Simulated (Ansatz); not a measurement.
Cu: the change of energy above lowest point with volume scale

Results calculated with Ansatz 0.2.0, not measured. Free energy against uniform scaling of the volume at fixed shape and fractions; periodic cell, basis, potentials, k mesh and filling as listed.

The cell before it is scaled or strained (space group I4/mmm, No. 139):
```
Cu
1.0
     -1.4428     1.4428     1.3761
      1.4428    -1.4428     1.3761
      1.4428     1.4428    -1.3761
Cu
1
Direct
  0.00000 0.00000 0.00000
```

Settings of every row: functional PBEsol; dispersion none; potentials all-electron LAPW; k mesh 14x14x14; k shift 0x0x0; occupations gaussian; smearing width 0.1 eV; spin none.

Limits: coarse k mesh, up to 40 meV an atom off; the cell comes from a prototype or a list of computed structures and needn't be the stable phase.

| row | volume scale | V (Å³/atom) | energy above lowest point (meV/atom) |
| --- | --- | --- | --- |
| 1 | 0.92 | 10.542 | 34.6 |
| 2 | 0.96 | 11 | ? |
| 3 | 1 | 11.458 | 0 |
| 4 | 1.04 | 11.917 | 12.5 |
| 5 | 1.08 | 12.375 | 39.3 |

Question: what energy above lowest point should row 2 give?

Worked fit of energy above lowest point. Take u = (V_r/V)^(2/3) − 1 with V_r = 11.688 Å³ an atom, which is twice the finite (Eulerian) strain; such expansions in the strain, on which the Birch-Murnaghan equation of state is built, carry the rest volume and the bulk modulus. The shown rows have u = 0.07122, 0.01334, -0.01285, -0.03736. Least squares give energy above lowest point = 4.17 − 471.1 × u + 12610 × u² meV/atom; a straight line predicts inner rows, each left out in turn, worse (root mean square 22 against 0.39 meV/atom). The rows lie off it by 0.0, -0.1, 0.2, -0.1. The withheld row has u = 0.04127, so the fit gives 4.17 − 471.1 × (0.04127) + 12610 × (0.04127)² = 6.2 meV/atom.

The calculation gave 5.7 meV/atom. The fit lies 0.5 meV/atom (8.8 % of the value, 1.3 % of the column's range) above it; its largest miss of a shown row is 0.2 meV/atom.
